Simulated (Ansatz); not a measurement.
Exact exchange and the HOMO–LUMO gap of GeSiNH7

GeSiNH7 has 10 atoms, charge 0, and is taken as a singlet. As SMILES, `[SiH3][NH][GeH3]`. Geometry: relaxed at PBE0-D4/def2-TZVP.

The HOMO–LUMO gap y, in eV, basis def2-SVP; a is the functional's share of exact exchange. Programs: Ansatz 0.2.0.

| functional | program | a | y (eV) |
| --- | --- | --- | --- |
| BLYP | Ansatz | 0 | 5.31 |
| PBE | Ansatz | 0 | 5.32 |
| B3LYP | Ansatz | 0.2 | 7.10 |
| PBE0 | Ansatz | 0.25 | ? |
| BHLYP | Ansatz | 0.5 | 9.74 |

Fit y = c + s·a to the known rows and predict PBE0.


1. Means of the 4 rows: a = 0.1750, y = 6.867.
2. Σ(Δa)² = 0.1675, Σ(Δa·Δy) = 1.4828, so the slope is 1.4828/0.1675 = 8.8525.
3. Intercept: 6.867 − (8.8525) × 0.1750 = 5.318. The largest residual of the fit is 0.012.
4. PBE0: 5.318 + (8.8525) × 0.25 = 7.53 eV.

The run gave 7.57 eV, so the prediction is off by -0.04 eV, more than the largest residual. Exact exchange lowers occupied levels and raises empty ones.

The gap of this silyl germyl amine follows the share of exact exchange almost linearly, while exchanging BLYP for PBE at a = 0 barely moves it. Near-linearity is expected when the frontier orbitals keep their shape as the exchange is mixed: the slope then measures how differently nonlocal and semilocal exchange act on the HOMO and the LUMO. The HOMO is probably largely the nitrogen lone pair, compact enough for exact exchange to bind it markedly more strongly. An empty orbital has no self-exchange term to offset its Coulomb repulsion from all the electrons, so it loses much of the attraction that a semilocal potential would give it.

The PBE0 miss is small beside the total change and may reflect either slight curvature in a or the different semilocal parts of the functionals. The line therefore serves for interpolation, but its fit does not tell which share of exchange is physically right. Nor is the LUMO shown to be a bound electron-attachment level, since a compact basis can artificially confine an unbound one.
